**Slope of the 1s level with nuclear charge in two-electron ions**

The table holds the 1s orbital energy, $\langle 1/r\rangle$, the electron-nucleus energy over $Z$ and forward-difference slopes (step 0.1) of the level and of the total energy for thirteen $1s^2$ ions from Li+ to V21+, at the Dirac-Coulomb Hartree-Fock level with a Fermi nucleus and no Breit, QED or correlation terms. The program tests, without fitted parameters, the model $d\varepsilon/dZ = -\langle 1/r\rangle + k\,dJ/dZ$ plus a finite-step term, with $k = 0$, 1/2 or 1 and $J$ the repulsion of two electrons in a hydrogenic Dirac 1s orbital. The choice $k = 1/2$ leaves an rms residual of 0.03 eV, about the size of the rounding, while the other two miss by 8.6 eV. The output also shows that the 2.7 to 2.8 eV between dE/dZ and V_ne/Z equals the step term, that $Z/\gamma - \langle 1/r\rangle$ stays near 5/16, and that a full step of one proton differs from the slope by about 12 eV of curvature.

Two-electron ions (1s²) computed with B-spline radial code 1 at the basis-set limit, using Dirac-Coulomb Hartree-Fock and a Fermi nucleus (skin thickness 2.3 fm), without Breit or QED terms. Slopes are forward differences between self-consistent runs at Z and Z + 0.1, with the electron number and nuclear radius held fixed. V_ne is the electron-nucleus energy at Z.

## Program and output

```python
# Table: 1s level, <1/r>, forward slopes (dZ = 0.1) of level and total energy for 1s2 ions;
# B-spline radial code, Dirac-Coulomb Hartree-Fock, Fermi nucleus, no Breit/QED/correlation.
# Tested: d(eps)/dZ = -<1/r> + k*dJ/dZ + step term, k = 0, 1/2 or 1, with J the hydrogenic
# Dirac 1s repulsion F0(Z); no fitted parameters. Also screening in <1/r> and the Z+1 step.
T = {
    'ion': ['Li+', 'B3+', 'C4+', 'O6+', 'F7+', 'Mg10+', 'Al11+', 'P13+', 'S14+', 'Ar16+', 'K17+', 'Sc19+', 'V21+'],
    'Z': [3, 5, 6, 8, 9, 12, 13, 15, 16, 18, 19, 21, 23],
    'charge': [1, 3, 4, 6, 7, 10, 11, 13, 14, 16, 17, 19, 21],  # e
    'e_1s12': [-75.9915, -259.727, -392.474, -739.831, -954.498, -1762.89, -2087.3, -2818.84, -3226.1, -4123.92, -4614.64, -5680.08, -6858.15],  # eV
    'slope_1s12': [-65.99, -120.5, -147.7, -202.4, -229.7, -312.0, -339.6, -394.8, -422.5, -478.1, -506.1, -562.2, -618.7],  # eV
    'inv_r_1s12': [2.688, 4.6904, 5.6926, 7.7, 8.7055, 11.731, 12.743, 14.774, 15.793, 17.839, 18.866, 20.93, 23.008],  # 1/bohr
    'slope_total': [-149.01, -257.99, -312.54, -421.79, -476.52, -641.19, -696.28, -806.81, -862.27, -973.63, -1029.5, -1141.9, -1255.0],  # eV
    'vne_over_z': [-146.29, -255.26, -309.81, -419.06, -473.78, -638.44, -693.53, -804.04, -859.5, -970.84, -1026.7, -1139.1, -1252.2],  # eV
}
import numpy as np
from scipy.constants import alpha, physical_constants as pc
from scipy.special import betainc
H = pc['Hartree energy in eV'][0]
ion = T['ion']
Z, e, s, ir, st, vz = (np.array(T[k], float) for k in
    ('Z', 'e_1s12', 'slope_1s12', 'inv_r_1s12', 'slope_total', 'vne_over_z'))
# electron repulsion energy (hartree) of the Z+0.1 runs, further output of the same runs
J1 = np.array([1.714515, 2.966171, 3.592345, 4.845956, 5.473566, 7.360575, 7.991232,
               9.255496, 9.889261, 11.16046, 11.79805, 13.07764, 14.36365])
JK0 = 11.73423  # same output, K17+ at Z = 19
gam = lambda z: np.sqrt(1 - (z*alpha)**2)
ED = lambda z: (gam(z) - 1)/alpha**2
F0 = lambda z: 2*z/gam(z)*betainc(2*gam(z) + 1, 2*gam(z), 0.5)
eps = lambda z: ED(z) + F0(z)
Etot = lambda z: 2*ED(z) + F0(z)
fwd = lambda f: (f(Z + 0.1) - f(Z))/0.1
dF = (F0(Z + 1e-3) - F0(Z - 1e-3))/2e-3
rnd = lambda x, n: 0.5*10**(np.floor(np.log10(abs(x))) - n + 1)
step = (fwd(eps) - (dF - Z/gam(Z)))*H
stepE = (fwd(Etot) - (dF - 2*Z/gam(Z)))*H
gap = s + ir*H
resp = gap - step
u = rnd(s, 4) + rnd(ir, 5)*H
half = dF*H/2
print('Level, eV per unit Z: gap = slope + <1/r>, response = gap - step term')
print('ion   -<1/r>   gap  gap%   step response F0\'/2  resid rounding')
for i in range(len(Z)):
    print(f'{ion[i]:6s}{-ir[i]*H:8.2f}{gap[i]:6.2f}{100*gap[i]/(ir[i]*H):6.2f}{step[i]:7.2f}'
          f'{resp[i]:7.2f}{half[i]:7.2f}{resp[i]-half[i]:8.2f}{u[i]:7.3f}')
for k, name in ((0, 'no response'), (1, 'half of F0\''), (2, 'all of F0\'')):
    r = resp - k*half
    w = np.argmax(abs(r))
    print(f'{name}: rms resid {np.sqrt(np.mean(r**2)):.2f} eV, worst {ion[w]} {r[w]:+.2f} eV')
print(f'5/16 hartree = {5*H/16:.2f} eV, 5/8 = {5*H/8:.2f} eV, 0.05 hartree = {0.05*H:.2f} eV')
dJ = np.gradient(J1, Z + 0.1, edge_order=2)*H
print(f'dJ/dZ from computed repulsion: {dJ[0]:.2f} (Li+) to {dJ[-1]:.2f} eV (V21+); '
      f'response/(dJ/dZ) {min(resp/dJ):.3f} to {max(resp/dJ):.3f}')
k = ion.index('K17+'); dK = (J1[k] - JK0)/0.1*H
print(f'K17+: dJ/dZ {dK:.2f} eV, (dE/dZ + dJ/dZ)/2 = {(st[k]+dK)/2:.2f}, table {s[k]:.1f} eV')
tg = st - vz
sc = Z/gam(Z) - ir
print('Total: d = dE/dZ - Vne/Z (eV); <1/r> terms in 1/bohr; J at Z+0.1 in hartree')
print('ion       d   step rounding Z-<1/r> Z/g-<1/r> F0\'/2   J/Z    J-F0')
for i in range(len(Z)):
    print(f'{ion[i]:6s}{tg[i]:6.2f}{stepE[i]:7.2f}{2*rnd(st[i],5):6.2f}{Z[i]-ir[i]:9.3f}'
          f'{sc[i]:8.3f}{dF[i]/2:8.3f}{J1[i]/(Z[i]+0.1):7.3f}{J1[i]-F0(Z[i]+0.1):8.3f}')
print(f'largest |Vne/Z + 2<1/r>| = {max(abs(vz + 2*ir*H)):.2f} eV')
nr = (-(Z + 0.05) + 0.625)*H
rD = s - fwd(eps)*H
print(f'level slope minus nonrelativistic model: {s[0]-nr[0]:+.2f} (Li+), {s[-1]-nr[-1]:+.2f} eV (V21+)')
print(f'level slope minus Dirac model: {rD[0]:+.2f} (Li+), {rD[-1]:+.2f} (V21+), largest {max(abs(rD)):.2f} eV')
nb = [i for i in range(len(Z) - 1) if Z[i+1] - Z[i] == 1]
print('Z+1 from: ' + ', '.join(ion[i] for i in nb) + f'; 0.45 hartree = {0.45*H:.2f} eV')
print(' level shift - slope (eV): ' + ', '.join(f'{e[i+1]-e[i]-s[i]:.1f}' for i in nb))
print(' level shift - model (eV): ' + ', '.join(
    f'{e[i+1]-e[i]-(eps(Z[i]+1)-eps(Z[i]))*H:+.2f}' for i in nb))
assert np.all(gap > 0) and np.all(step < 0)
assert np.all(abs(resp - half) < 0.2)
assert np.all((tg < -2.6) & (tg > -2.95))
assert np.all((sc > 0.30) & (sc < 0.335)) and Z[-1] - ir[-1] < 0.02
```

Output:

```
Level, eV per unit Z: gap = slope + <1/r>, response = gap - step term
ion   -<1/r>   gap  gap%   step response F0'/2  resid rounding
Li+     -73.14  7.15  9.78  -1.36   8.52   8.51    0.01  0.006
B3+    -127.63  7.13  5.59  -1.36   8.50   8.52   -0.02  0.051
C4+    -154.90  7.20  4.65  -1.36   8.57   8.52    0.05  0.051
O6+    -209.53  7.13  3.40  -1.37   8.49   8.54   -0.04  0.051
F7+    -236.89  7.19  3.03  -1.37   8.56   8.54    0.01  0.051
Mg10+  -319.22  7.22  2.26  -1.38   8.59   8.58    0.02  0.064
Al11+  -346.75  7.15  2.06  -1.38   8.53   8.59   -0.06  0.064
P13+   -402.02  7.22  1.80  -1.38   8.60   8.62   -0.01  0.064
S14+   -429.75  7.25  1.69  -1.39   8.64   8.63    0.00  0.064
Ar16+  -485.42  7.32  1.51  -1.39   8.72   8.67    0.05  0.064
K17+   -513.37  7.27  1.42  -1.40   8.67   8.69   -0.02  0.064
Sc19+  -569.53  7.33  1.29  -1.41   8.74   8.73    0.01  0.064
V21+   -626.08  7.38  1.18  -1.42   8.80   8.78    0.02  0.064
no response: rms resid 8.61 eV, worst V21+ +8.80 eV
half of F0': rms resid 0.03 eV, worst Al11+ -0.06 eV
all of F0': rms resid 8.61 eV, worst V21+ -8.76 eV
5/16 hartree = 8.50 eV, 5/8 = 17.01 eV, 0.05 hartree = 1.36 eV
dJ/dZ from computed repulsion: 17.02 (Li+) to 17.54 eV (V21+); response/(dJ/dZ) 0.497 to 0.503
K17+: dJ/dZ 17.37 eV, (dE/dZ + dJ/dZ)/2 = -506.07, table -506.1 eV
Total: d = dE/dZ - Vne/Z (eV); <1/r> terms in 1/bohr; J at Z+0.1 in hartree
ion       d   step rounding Z-<1/r> Z/g-<1/r> F0'/2   J/Z    J-F0
Li+    -2.72  -2.72  0.01    0.312   0.313   0.313  0.553  -0.223
B3+    -2.73  -2.73  0.01    0.310   0.313   0.313  0.582  -0.223
C4+    -2.73  -2.73  0.01    0.307   0.313   0.313  0.589  -0.223
O6+    -2.73  -2.73  0.01    0.300   0.314   0.314  0.598  -0.223
F7+    -2.74  -2.74  0.01    0.294   0.314   0.314  0.601  -0.223
Mg10+  -2.75  -2.75  0.01    0.269   0.315   0.315  0.608  -0.224
Al11+  -2.75  -2.76  0.01    0.257   0.316   0.316  0.610  -0.224
P13+   -2.77  -2.77  0.01    0.226   0.317   0.317  0.613  -0.225
S14+   -2.77  -2.78  0.01    0.207   0.317   0.317  0.614  -0.225
Ar16+  -2.79  -2.79  0.01    0.161   0.318   0.319  0.617  -0.226
K17+   -2.80  -2.80  0.10    0.134   0.319   0.319  0.618  -0.226
Sc19+  -2.80  -2.82  0.10    0.070   0.321   0.321  0.620  -0.227
V21+   -2.80  -2.84  0.10   -0.008   0.323   0.323  0.622  -0.228
largest |Vne/Z + 2<1/r>| = 0.04 eV
level slope minus nonrelativistic model: -0.00 (Li+), -8.48 eV (V21+)
level slope minus Dirac model: +0.01 (Li+), +0.03 (V21+), largest 0.05 eV
Z+1 from: B3+, O6+, Mg10+, P13+, Ar16+; 0.45 hartree = 12.25 eV
 level shift - slope (eV): -12.2, -12.3, -12.4, -12.5, -12.6
 level shift - model (eV): -0.00, -0.00, -0.01, -0.01, -0.01
```
